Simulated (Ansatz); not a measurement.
# Bi: energy change per atom and pressure as volume scale varies

All results are calculated (Ansatz 0.2.0). Plane-wave DFT, scalar-relativistic PAW made under PBE with cores redone for the functional, no dispersion; the given relaxed cell is scaled uniformly, energy at zero smearing counts from the unscaled cell, pressure at the given Fermi-Dirac smearing is positive in compression.

The cell before it is scaled or strained (space group Fd-3m, No. 227):
```
cell vectors (Å)
   0.0000     3.5545     3.5545
   3.5545     0.0000     3.5545
   3.5545     3.5545     0.0000
atoms (fractions of the cell vectors)
Bi  0.12500  0.12500  0.12500
Bi  0.87500  0.87500  0.87500
```

Settings of every row: spin polarised no; functional LDA; wave cutoff 420 eV; smearing width 0.1 eV; k mesh 9x9x9.

Atom starting moment: 0 on all atoms.

Limits: no spin-orbit coupling, which can matter with elements this heavy; the cell comes from a prototype or a list of computed structures and needn't be the stable phase.

```csv
row,volume scale,V (Å³/atom),energy change per atom (meV),pressure (GPa)
1,0.88,39.52,86.39,5.77
2,0.92,41.316,34.97,3.38
3,0.96,43.113,7.74,1.46
4,1.04,46.706,7.98,-1.34
5,1.08,48.502,?,?
6,1.12,50.298,59.52,-3.15
```

Question: what energy change per atom and pressure should row 5 give?

Worked fit of energy change per atom. Take u = (V_r/V)^(2/3) − 1 with V_r = 43.113 Å³ an atom, which is twice the finite (Eulerian) strain; such expansions in the strain, on which the Birch-Murnaghan equation of state is built, carry the rest volume and the bulk modulus. The shown rows have u = 0.05973, 0.02879, 0, -0.05197, -0.09766. Least squares give energy change per atom = 7.873 + 612.58 × u + 11702.4 × u² meV; a straight line predicts inner rows, each left out in turn, worse (root mean square 33 against 0.44 meV). The rows lie off it by 0.18, -0.24, -0.13, 0.34, -0.14 (root mean square 0.22 meV). The withheld row has u = -0.07552, so the fit gives 7.873 + 612.58 × (-0.07552) + 11702.4 × (-0.07552)² = 28.35 meV.

The calculation gave 28.65 meV. The fit lies 0.30 meV (1 % of the value, 0.38 % of the column's range) below it; its largest miss of a shown row is 0.34 meV.

Worked fit of pressure. Take u = (V_r/V)^(2/3) − 1 with V_r = 43.113 Å³ an atom, which is twice the finite (Eulerian) strain; such expansions in the strain, on which the Birch-Murnaghan equation of state is built, carry the rest volume and the bulk modulus. The shown rows have u = 0.05973, 0.02879, 0, -0.05197, -0.09766. Least squares give pressure = 1.466 + 62.51 × u + 156.9 × u² GPa; a straight line predicts inner rows, each left out in turn, worse (root mean square 0.44 against 0.025 GPa). The rows lie off it by 0.01, -0.02, -0.01, 0.02, -0.01. The pressure vanishes at u = -0.0250, or V = 44.78 Å³ an atom, and there the bulk modulus at fixed shape and fractions is B = −V dP/dV = (2/3)(1 + u) dP/du = 35.5 GPa. The withheld row has u = -0.07552, so the fit gives 1.466 + 62.51 × (-0.07552) + 156.9 × (-0.07552)² = -2.36 GPa.

The calculation gave -2.35 GPa. The fit lies 0.01 GPa (0.11 % of the column's range) below it, one unit of the last digit.
